# Solution key: the ballistic interaction correction to the conductivity of an AlAs quantum well

**Problem.** A (001) AlAs well about 15 nm wide holds $n = 3.0\times10^{15}\ \mathrm{m^{-2}}$ electrons in the two in-plane conduction valleys X and Y, whose Fermi lines are ellipses with long axes along [100] and [010]. In-plane strain can empty one valley at fixed $n$. Take as typical inputs the masses $m_l = 1.1\,m_e$, $m_t = 0.20\,m_e$ and the shear deformation potential $E_2 = 5.8$ eV. The static dielectric constant is $\kappa = 10.06$ (compiled value at 300 K, Ioffe Institute). Assume point-like impurities, no intervalley scattering, no magnetic field, a transport time $\tau = 40$ ps in both valley states, and $T = 1.0$ K. (a) Estimate the term of $\delta\sigma/\sigma_0$ linear in $T$ for one and for two valleys. (b) Calculate it. (c) Account for the difference.

**Conventions.** $N$ is the number of occupied spin-valley species (2 or 4), $m^* = \sqrt{m_l m_t}$, $\nu_1 = m^*/2\pi\hbar^2$ is the density of states per species, $U(q)$ the electron-electron interaction and $u\,\delta(\mathbf r)$ the impurity potential. A temperature dependence with $d\sigma/dT<0$ is called metallic.

## (a) Estimate by hand

An impurity surrounds itself with a density ripple $\propto \sin(2k_F r)/r^2$. Through the interaction the ripple becomes a potential grating of period $\pi/k_F$, which meets the Bragg condition for an electron at the Fermi energy that is reflected straight back. The wave scattered by the grating interferes with the wave scattered by the impurity.

*Size.* The scattering amplitude of the grating is its Fourier component near $q = 2k_F$. In two dimensions the area element gives $r\,dr$, the angular average of $e^{i\mathbf q\cdot\mathbf r}$ gives $(k_F r)^{-1/2}$ and the ripple gives $r^{-2}$, so the resonant part is $\int dr\, r^{-3/2}$. Temperature washes the ripple out beyond $L_T \sim \hbar v_F/k_BT$ and removes a tail of relative size $g\,(k_F L_T)^{-1/2} \sim g\sqrt{k_BT/E_F}$, with $g$ a dimensionless coupling. The resonance holds while $(2k_F - q)L_T \lesssim 1$. Since $2k_F - q \approx k_F\varphi^2/4$ at an angle $\varphi$ from backscattering, the window is $\varphi \sim \sqrt{k_BT/E_F}$. The product of the two roots is
$$\delta\sigma/\sigma_0 \approx -g\,k_BT/E_F .$$
One impurity may be treated alone if $L_T$ is shorter than the mean free path $v_F\tau$, that is if $k_BT\tau/\hbar \gg 1$. Here $1.3\times10^{11}\ \mathrm{s^{-1}}\times 4\times10^{-11}\ \mathrm{s} \approx 5$.

*Sign and coupling.* The Hartree potential of the displaced charge screens the impurity and comes from all $N$ species. Warming removes part of it, backscattering grows and $\sigma$ falls. Exchange acts within one species and has the opposite sign. Hence $g = \nu_1[N\,U(2k_F) - U(0)]$. With $m^* \approx 0.5\,m_e$ and $\kappa \approx 10$ the effective Bohr radius is $(10/0.5)\times 0.05$ nm $= 1$ nm, and the screening wave number $N/a_B^* \ge 2\ \mathrm{nm^{-1}}$ far exceeds $2k_F \approx 0.3\ \mathrm{nm^{-1}}$. Screening is then nearly complete, $\nu_1 U \approx 1/N$ at both momenta, and $g \approx 1 - 1/N$, which is 0.5 for one valley and 0.75 for two.

*Numbers.* With $\hbar^2/m_e \approx 7.6\times10^{-20}\ \mathrm{eV\,m^2}$ and $\pi \approx 3$, one valley has $E_F = \pi\hbar^2 n/m^* \approx 1.4$ meV. With $k_BT \approx 0.09$ meV the ratio $k_BT/E_F$ is about 0.06, and 0.12 for two valleys, where $E_F$ is halved. The estimates are $-3$ % for one valley and $-9$ % for two, both metallic.

## (b) Careful calculation

**Step 1: removing the anisotropy.** In a valley with masses $m_x, m_y$ set $k_i = \tilde k_i\sqrt{m_i/m^*}$. The map preserves area and turns the ellipse into a circle of mass $m^*$. A point impurity and a momentum-independent interaction constant are unchanged, and $\sigma_{ii} = \tilde\sigma\, m^*/m_i$. The relative correction is then the same along both axes. Below, $k_F$ is the radius of the circle.

**Step 2: the Friedel oscillation.** The retarded Green function at energy $\varepsilon = \hbar^2k^2/2m^*$ is $G = -i\pi\nu_1 H_0^{(1)}(kr)$. To first order in $u$, at $T=0$ and per species,
$$\delta n(r) = -\frac{u}{\pi}\,\mathrm{Im}\!\int_0^{E_F}\! G^2\, d\varepsilon = \nu_1 u\!\int_0^{k_F}\! k J_0 Y_0\, dk = \frac{\nu_1 u k_F^2}{2}\,[J_0Y_0 + J_1Y_1]_{k_Fr} \to -\frac{\nu_1 u}{2\pi}\frac{\sin 2k_Fr}{r^2}.$$
Averaging the Fermi level over $-\partial f/\partial\varepsilon'$ multiplies the asymptote by $X/\sinh X$ with $X = 2\pi r k_BT/\hbar v_F$, the cut-off used in (a). In momentum space a sea filled to $\varepsilon' = \hbar^2k'^2/2m^*$ responds as
$$\delta n(q) = -\nu_1 u\,[1 - S(q)], \qquad S(q) = \Theta(q-2k')\sqrt{1 - (2k'/q)^2},$$
and the square-root edge of $S$ is the transform of the oscillation.

**Step 3: the dressed impurity.** For scattering $\mathbf k \to \mathbf k+\mathbf q$ the Hartree term is $N U(q)\,\delta n(q)$. The Fock term is $-\sum_{\mathbf p}U(\mathbf k - \mathbf p)\,\delta\rho(\mathbf p+\mathbf q,\mathbf p)$, with $\delta\rho$ the induced density matrix of the same species. The edge of $S$ comes from $\mathbf p \approx -\mathbf q/2$, and near backscattering $\mathbf k \approx -\mathbf q/2$ as well, so $U(\mathbf k - \mathbf p) \to U(0)$. The smooth parts renormalise $u \to \tilde u$ and are absorbed in $\tau$. To first order in $U$,
$$u_{\rm eff}(q) = \tilde u\,[1 + g\,S(q)], \qquad g = \nu_1[N U(2k_F) - U(0)].$$

**Step 4: the transport rate.** With $q = 2k\sin(\theta/2)$ and $a = \varepsilon'/\varepsilon < 1$, the golden rule and the normalisation $\langle 1-\cos\theta\rangle = 1$ give
$$\tau\,\delta\!\left(\frac1\tau\right) = 2g\!\int\!\frac{d\theta}{2\pi}(1-\cos\theta)\sqrt{1 - \frac{a}{\sin^2(\theta/2)}} = 2g\,\frac{4}{2\pi}\!\int\! dc\,\sqrt{1-a-c^2} = 2g\,(1-a),$$
where $c = \cos(\theta/2)$ and both integrals run over the range in which the root is real. For $\varepsilon<\varepsilon'$ the correction vanishes, so it equals $2g(\varepsilon-\varepsilon')_+/\varepsilon$.

**Step 5: thermal averages.** Electrons of energy $\varepsilon$ contribute $\tilde\sigma(\varepsilon) = Ne^2\varepsilon\tau/2\pi\hbar^2$, so $\delta\tilde\sigma = -(Ne^2\tau/\pi\hbar^2)\,g\,\langle(\varepsilon-\varepsilon')_+\rangle$, with both energies distributed as $-\partial f/\partial\varepsilon$. The average over $\varepsilon'$ is $k_BT\ln(1+e^{x}) = -k_BT\ln f$, with $x = (\varepsilon-\mu)/k_BT$. The average over $\varepsilon$ is $k_BT\int_0^1(-\ln f)\,df = k_BT$, up to terms exponentially small in $\mu/k_BT$. Therefore
$$\delta\tilde\sigma = \frac{e^2}{\pi\hbar}\frac{k_BT\tau}{\hbar}\,B, \qquad \frac{\delta\sigma}{\sigma_0} = \frac{2B}{N}\frac{k_BT}{E_F}, \qquad B = -Ng \ \ \text{(first order)}.$$
*Examiner's note:* smearing only one of the two energies gives $\ln 2 = 0.69$ in place of 1 and loses a mark.

**Step 6: Fermi-liquid form.** Both terms of $g$ describe a collision of two electrons with opposite momenta, either forward, $U(0)$, or with the momenta exchanged, $U(2k_F)$. The antisymmetrised amplitude is $U(0)\,\mathbb 1 - U(2k_F)\,\mathcal P$, where $\mathcal P$ swaps the species labels. With $N^2$ Hermitian matrices $T_\alpha$ obeying $T_0 = \mathbb 1$ and $\mathrm{tr}\,T_\alpha T_\beta = N\delta_{\alpha\beta}$, the swap is $\mathcal P = N^{-1}\sum_\alpha T_\alpha\otimes T_\alpha$. Landau constants are defined as $N\nu_1$ times the coefficient of each term:
$$F_0 = N\nu_1U(0) - \nu_1U(2k_F), \qquad F_{\alpha\neq0} = -\nu_1U(2k_F) \equiv F, \qquad \sum_\alpha F_\alpha = -Ng = B.$$
Beyond first order the particle-hole pair $(\mathbf k,\mathbf p)$ scatters repeatedly. It carries energy $\sim k_BT$ and momentum $\sim \hbar k_F\varphi$, so $\hbar v_F|\mathbf k-\mathbf p| \sim \sqrt{k_BT E_F} \gg k_BT$ and the intermediate bubbles are static. If each constant is taken independent of angle, the series is geometric, $F_\alpha \to F_\alpha/(1+F_\alpha)$. In the charge channel the bare Coulomb term diverges at small momentum and the ratio tends to 1. For one valley, where $F = F_0^a$,
$$\boxed{\delta\tilde\sigma = \frac{e^2}{\pi\hbar}\frac{k_BT\tau}{\hbar}\left[1 + \frac{3F_0^a}{1+F_0^a}\right]}$$
which is the ballistic result of Zala, Narozhny and Aleiner (2001). It is metallic for $-1 < F_0^a < -1/4$. In an anisotropic valley it gives the correction to $\sqrt{\sigma_{xx}\sigma_{yy}}$, and each component carries the factor $m^*/m_i$.

**Step 7: counting channels for two valleys.** If the two Fermi lines coincide, all 15 non-charge channels count, $B = 1 + 15F/(1+F)$, and the threshold is $F = -1/16$. This is the case of a Si(100) inversion layer, with two circular valleys, when $k_BT$ exceeds the valley splitting and $\hbar$ times the intervalley rate. The AlAs ellipses are crossed. Along the X Fermi line the energy of a Y state with the same wave vector runs from $0.18\,E_F$ to $5.5\,E_F$, a mismatch far above $k_BT$. The edge of $S$ for valley Y lies on the doubled Y ellipse, while backscattering in X probes the doubled X ellipse. The two curves meet at four points and at a finite angle, so the integral over $\mathbf q$ depends smoothly on $\varepsilon$ and $\varepsilon'$, and its thermal average starts at order $T^2$. The resonant Hartree term then has 2 species in place of $N = 4$. In channel language only the eight valley-diagonal matrices $\{\mathbb 1,\tau_z\}\otimes\{\mathbb 1,\boldsymbol\sigma\}$ remain. One quarter of their sum $\sum T_\alpha\otimes T_\alpha$ is the swap restricted to a common valley, and $F_0 + 7F = 4\nu_1[U(0) - 2U(2k_F)]$, as the direct picture requires. The static bubbles depend only on $\nu_1$, which the valleys share. With the seven constants equal, as they are at lowest order,
$$B = 1 + \frac{7F}{1+F}, \qquad \text{metallic for } F < -1/8 .$$

**Step 8: numbers.** The inputs give $m^* = 0.469\,m_e$, a mobility $e\tau/m^* = 15\ \mathrm{m^2/V\,s}$, $a_B^* = \kappa a_0 m_e/m^* = 1.135$ nm and $r_s = 1/(a_B^*\sqrt{\pi n}) = 9.1$. Further, $k_BT\tau/\hbar = 5.24$, the unit $(e^2/\pi\hbar)(k_BT\tau/\hbar)$ is 0.406 mS and $ne^2\tau/m^* = 7.21$ mS. Since $E_F \propto 1/N$, $\delta\sigma/\sigma_0 = 0.0563\,B$ in both valley states.

For free electrons one valley empties when the splitting $E_2|\epsilon_{xx} - \epsilon_{yy}|$ reaches the one-valley Fermi energy of 1.53 meV, at a strain difference of $2.6\times10^{-4}$. With the compiled values $C_{11} = 119.9$ GPa and $C_{12} = 57.5$ GPa (Krieger 1995), the stress difference $(C_{11}-C_{12})|\epsilon_{xx}-\epsilon_{yy}|$ is 16 MPa. Exchange favours valley polarisation and lowers both figures.

The model takes for $F$ the lowest-order value with Thomas-Fermi screening in a layer of zero thickness, $F = -N^{-1}q_N/(q_N + 2k_F)$, with $q_N = N/a_B^*$ and $k_F = \sqrt{4\pi n/N}$. At $r_s \approx 9$ this is a model choice and no controlled expansion.

| | one valley | two crossed valleys |
|---|---|---|
| $E_F/k_B$ (K) | 17.8 | 8.9 |
| $2k_F$ (nm$^{-1}$) | 0.275 | 0.194 |
| $q_N$ (nm$^{-1}$) | 1.76 | 3.52 |
| $F$ | $-0.433$ | $-0.237$ |
| $F/(1+F)$ | $-0.762$ | $-0.311$ |
| $B$ | $-1.29$ | $-1.17$ |
| linear $\delta\sigma/\sigma_0$ (%) | $-7.2$ | $-6.6$ |

For one valley $\delta\tilde\sigma = -0.52$ mS. Along the long axis the factor $m^*/m_l = 0.426$ gives $-0.22$ mS, and along the short axis $m^*/m_t = 2.35$ gives $-1.2$ mS. For two valleys the conductivity is isotropic, the factor is $m^*(m_l^{-1} + m_t^{-1})/2 = 1.39$, $\sigma_0 = 10.0$ mS and the linear term is $\delta\sigma = -0.66$ mS. These are the model's numbers for the linear term. For two valleys it is not the whole correction at 1 K (Step 9).

**Step 9: neglected terms.** Two are small. Processes with more than one impurity give terms of order $(e^2/2\pi^2\hbar)\ln T$ per channel, whose slope relative to the unit slope of the linear term is $\hbar/2\pi k_BT\tau = 0.03$. The term $g^2S^2$ adds $(8/3\pi)g^2x^{3/2}$ to $\tau\,\delta(1/\tau)$, with $x = (\varepsilon-\varepsilon')/E_F$, a fraction $(4/3\pi)g\sqrt{x}$ of the first-order term, or about 0.06 for $g = |B|/2$ and $x = 0.0563$.

Three others change $F$ enough to matter. (i) The Coulomb interaction is isotropic in the unscaled wave vector, and for one valley $2k_F$ varies by the factor $(m_l/m_t)^{\pm1/4}$ around the ellipse. $F$ runs from $-0.40$ on the long axis to $-0.45$ on the short one, and $B$ evaluated with these values from $-1.03$ to $-1.49$. (ii) A hard-wall well 15 nm wide has a form factor 0.50 at $q = 0.275\ \mathrm{nm^{-1}}$. It multiplies $q_N$ and gives $F = -0.38$, $B = -0.85$ for one valley. (iii) The colliding pair has nearly zero total momentum, so repeated particle-particle scattering weakens a contact repulsion by $1/(1+\nu_1UL)$. With the logarithm cut at $\sqrt{k_BTE_F}$ by the residual pair momentum, $L \approx \frac12\ln(E_F/k_BT)$, and the factor is 0.62 for one valley and 0.79 for two. Applied crudely to $F$ it gives $-0.27$, next to the threshold $-1/4$, and $-0.19$, still beyond $-1/8$. The metallic sign is thus less secure for one valley than for two.

One term leaves the linear coefficient alone but outweighs it for two valleys: friction between the valleys. In a single ellipse the velocity is linear in the momentum, so electron-electron collisions conserve the current. Along a given axis X and Y electrons have masses $m_l$ and $m_t$ and drift at different speeds, so X–Y collisions conserve momentum and still degrade the current, without any intervalley transfer. The standard drag formula for valley densities $n/2$ reads
$$\rho_D = \frac{\hbar^2}{8\pi^3e^2(n/2)^2k_BT}\int\! d^2q\,q_x^2\,U^2\!\int_0^\infty\! d\omega\,\frac{\mathrm{Im}\chi_X\,\mathrm{Im}\chi_Y}{\sinh^2(\hbar\omega/2k_BT)}, \qquad |\mathrm{Im}\chi| = \frac{2\nu_1m^*\omega}{\hbar k_F\tilde q\sqrt{1-\tilde q^2/4k_F^2}},$$
with $\tilde q^2 = a_{X,Y}\,q^2$, $a_X = s^{-1}\cos^2\phi + s\sin^2\phi$, $a_Y = s\cos^2\phi + s^{-1}\sin^2\phi$ and $s = \sqrt{m_l/m_t}$. For constant $U$ the frequency and radial integrals are elementary,
$$\rho_D = \frac{\pi^2}{6}\,J\,(2\nu_1U)^2\left(\frac{k_BT}{E_F}\right)^{2}\frac{\hbar}{e^2}, \qquad J = \frac{2}{\pi}\int_0^{2\pi}\! d\phi\,\frac{\mathrm{artanh}\sqrt{a_</a_>}}{a_Xa_Y} = 2.20,$$
where $a_<$ and $a_>$ are the smaller and the larger of $a_X$, $a_Y$. The lowest-order coupling $2\nu_1U = 2|F| = 0.47$ gives $\rho_D = 42\ \Omega$ at 1 K, against valley resistivities $\rho_l = 2m_l/ne^2\tau = 651\ \Omega$ and $\rho_t = 118\ \Omega$. Treating the valleys as two drifting fluids, $E = \rho_lj_X + \rho_D(j_X-j_Y) = \rho_tj_Y + \rho_D(j_Y-j_X)$, so that
$$\sigma = \frac{\rho_l+\rho_t+4\rho_D}{\rho_l\rho_t+\rho_D(\rho_l+\rho_t)} .$$
This is a change of $-1.4$ mS or $-14$ % at 1 K, with a slope of $-20$ % per kelvin against $-6.6$ % per kelvin for the linear term, and it saturates at $-48$ % when the valleys lock together. The term starts as $T^2$, but relative to the linear one it carries the large factor $k_BT\tau/\hbar$. It drops below the linear term only under 0.34 K, where $k_BT\tau/\hbar = 1.8$ and the ballistic condition is marginal.

The disorder must also backscatter. For a $q$-dependent impurity potential the result is multiplied by $\tau/\tau_b$, with $1/\tau_b = 2\pi n_i\nu_1|\tilde u(2k_F)|^2/\hbar$ and $n_i$ the impurity density. Remote donors at distance $d$ have $|\tilde u(2k_F)|^2 \propto e^{-4k_Fd}$ and contribute almost nothing to the linear term.

## (c) Why the two answers differ

The calculation gives 2.4 times the estimate for one valley and 0.73 times it for two. The table restores the omitted ingredients one after another and lists the linear term of $\delta\sigma/\sigma_0$ in per cent. $M$ is the number of non-charge channels, 3 or 15 before the last row.

| stage | $B$ | one valley | two valleys |
|---|---|---|---|
| estimate | | $-3.0$ | $-9.0$ |
| unrounded $k_BT/E_F$ | | $-2.8$ | $-8.4$ |
| kinematic factor 2 | $1-N$ | $-5.6$ | $-17$ |
| finite $2k_F/q_N$ | $1+N^2F$ | $-4.1$ | $-16$ |
| charge channel exactly 1 | $1+MF$ | $-1.7$ | $-14$ |
| ladder sum | $1+MF/(1+F)$ | $-7.2$ | $-21$ |
| crossed ellipses | $M = 7$ | $-7.2$ | $-6.6$ |

*Kinematics.* The scaling argument fixes the power of $T$ and leaves a pure number open. That number is 2 from the interference term in $|u_{\rm eff}|^2$, times 2 from $1-\cos\theta$ at backscattering, times $1/2$ from $\int (d\varphi/2\pi)\sqrt{x - \varphi^2/4} = x/2$, times 1 from the double thermal average. The product is 2 in both columns.

*Cancellation.* $B$ is a difference between a positive charge term and a negative sum over the other channels. For one valley the two are comparable, so modest changes in either are amplified. Lowering $U(2k_F)$ by 13 % below the complete-screening value lowers $|B|$ by 27 %. The first-order formula with a screened $U$ also puts the charge amplitude at $1 - |F|$, whereas the long-range Coulomb force screens the exchange part of that channel too and fixes the amplitude at 1. Correcting this takes one $|F|$ out of the metallic side. The ladder then raises each spin amplitude by $1/(1+F) = 1.76$, and because of the cancellation $|B|$ grows by a factor of 4.3. For two valleys the non-charge channels dominate, $|F|$ is about half as large, and the same stages act mildly, the ladder giving a factor of 1.4.

*Valley geometry.* The estimate let all four species reflect an electron. Only a grating whose period matches the electron's own $2k_F$ in every direction can do so, and removing the eight intervalley channels divides the two-valley result by 3.1. The second valley still screens, which halves $|F|$, and it halves $E_F$. The closeness of $-9$ % to $-6.6$ % is an accident of a factor 2 and a ladder gain offsetting this loss.

*The model against typical wells.* The model's spin enhancements $1/(1+F)$ are 1.8 and 1.3. As typical knowledge, AlAs wells at this density show a product $g^*m^*$ some three to four times the band value, with a mass enhancement near 1.5, which corresponds to $F$ near $-0.5$ or beyond. At $F = -0.5$ the brackets are $-2$ and $-6$, which are 1.6 and 5.1 times the model's, and the two-valley linear term becomes clearly the larger. The model's $|F|$ therefore lies below the Landau constant typical of the material, and at fixed $\tau$ its slopes fall short by these factors if that constant is used, while finite thickness and the particle-particle logarithm pull the backscattering amplitude the other way. The form of the linear term, the channel numbers 3 and 7 and the thresholds $-1/4$ and $-1/8$ follow from the derivation within the angle-independent model. The magnitudes near $-7$ % belong to the assumed $F$ and describe the linear term alone. Adding the intervalley friction brings the model's two-valley change at 1 K to about $-21$ %, against $-7.2$ % for one valley, so two valleys are the more metallic state already within the model. The stronger coupling and heavier mass typical of the material would enlarge the friction further.